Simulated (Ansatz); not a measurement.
From the elastic tensor of Ta2Si to moduli and sound speeds

The calculation used DFT LDA, scalar-relativistic, plane waves, PAW (Ansatz 0.2.0). Plane waves to 420 eV; Γ-centred k mesh 10×10×10; Fermi-Dirac smearing of 0.15 eV. No spin polarisation.

It takes space group I4/mcm (No. 140, tetragonal). Conventional cell: a = 6.093 Å, b = 6.093 Å, c = 5.011 Å, α = 90.00°, β = 90.00°, γ = 90.00°. Ta (site symmetry m2m) is surrounded by 4 Si at 2.60 Å and 3 Ta at 2.80 to 2.92 Å. Si (site symmetry 422) has 2 Si at 2.51 Å and 8 Ta at 2.60 Å as nearest neighbours.

In a metal, frequencies and elastic constants depend on the k mesh and the smearing, soft modes and shear constants most. Spin–orbit coupling is left out, which can shift energies with elements as heavy as these.

Relaxed-ion constants (GPa, on the Cartesian axes of the calculation):
```
371.2 181.5 162.1   0.0   0.0   0.0
181.5 371.2 162.1   0.0   0.0   0.0
162.1 162.1 365.7   0.0   0.0   0.0
  0.0   0.0   0.0 143.6   0.0   0.0
  0.0   0.0   0.0   0.0 143.6   0.0
  0.0   0.0   0.0   0.0   0.0 135.6
```

Density 13.923 g/cm³; 6 atoms in 93.02 Å³.

The values that follow are for a polycrystal of randomly turned grains, by Hill's mean where one number stands.

With S = C⁻¹: B_V = (C11+C22+C33+2(C12+C13+C23))/9, G_V = (C11+C22+C33−C12−C13−C23+3(C44+C55+C66))/15, 1/B_R = S11+S22+S33+2(S12+S13+S23), 15/G_R = 4(S11+S22+S33−S12−S13−S23)+3(S44+S55+S66); Hill is their mean. Then v_l = √((B+4G/3)/ρ), v_t = √(G/ρ), v_m = [(2/v_t³+1/v_l³)/3]^(−1/3) and Θ = (ħ/k_B)·v_m·(6π²n/V)^(1/3) for n atoms in the volume V; E = 9BG/(3B+G), ν = (3B−2G)/(2(3B+G)) and A^U = 5G_V/G_R + B_V/B_R − 6.

- Bulk modulus, Voigt / Reuss / Hill: 235.5 / 235.3 / 235.4 GPa
- Shear modulus, Voigt / Reuss / Hill: 124.7 / 121.1 / 122.9 GPa
- Young's modulus: 314 GPa
- Poisson ratio: 0.278
- Pugh ratio B/G: 1.92 (over 1.75, the rule of thumb for ductile)
- Universal anisotropy index: 0.15
- Longitudinal and transverse sound speeds: 5355 and 2971 m/s
- Debye temperature from the mean sound speed: 395 K

Whether Ta2Si exists in this form wasn't checked.

Cost: 1 run of about 29 core-minutes, on Intel Xeon Platinum 8259CL (Skylake/Cascade Lake) (shared hosts).

Ta2Si comes out stiff and nearly isotropic in compression: C33, at 365.7 GPa, is slightly below C11, at 371.2 GPa. The Si chains along c therefore don't act as stiff struts, in keeping with a Si–Si distance of 2.51 Å, long for a full single bond. The stiffness probably comes mainly from Ta d–Si p bonding together with Ta–Ta d bonding, which form a three-dimensional network.

The remaining anisotropy is mostly in shear. Within the basal plane, half the difference between C11 and C12 is well below C66, so stretching one a axis while shortening the other is easier than shearing the angle between them. C12 exceeds C66 and C13 exceeds C44, which suggests a sizeable metallic, less directional part in the bonding.

The tensor meets the tetragonal conditions for stability against small homogeneous strains. The Pugh ratio of 1.92 doesn't establish ductility: transition-metal silicides are commonly brittle at room temperature, because dislocation motion and cleavage, not elastic moduli alone, decide how they fail.
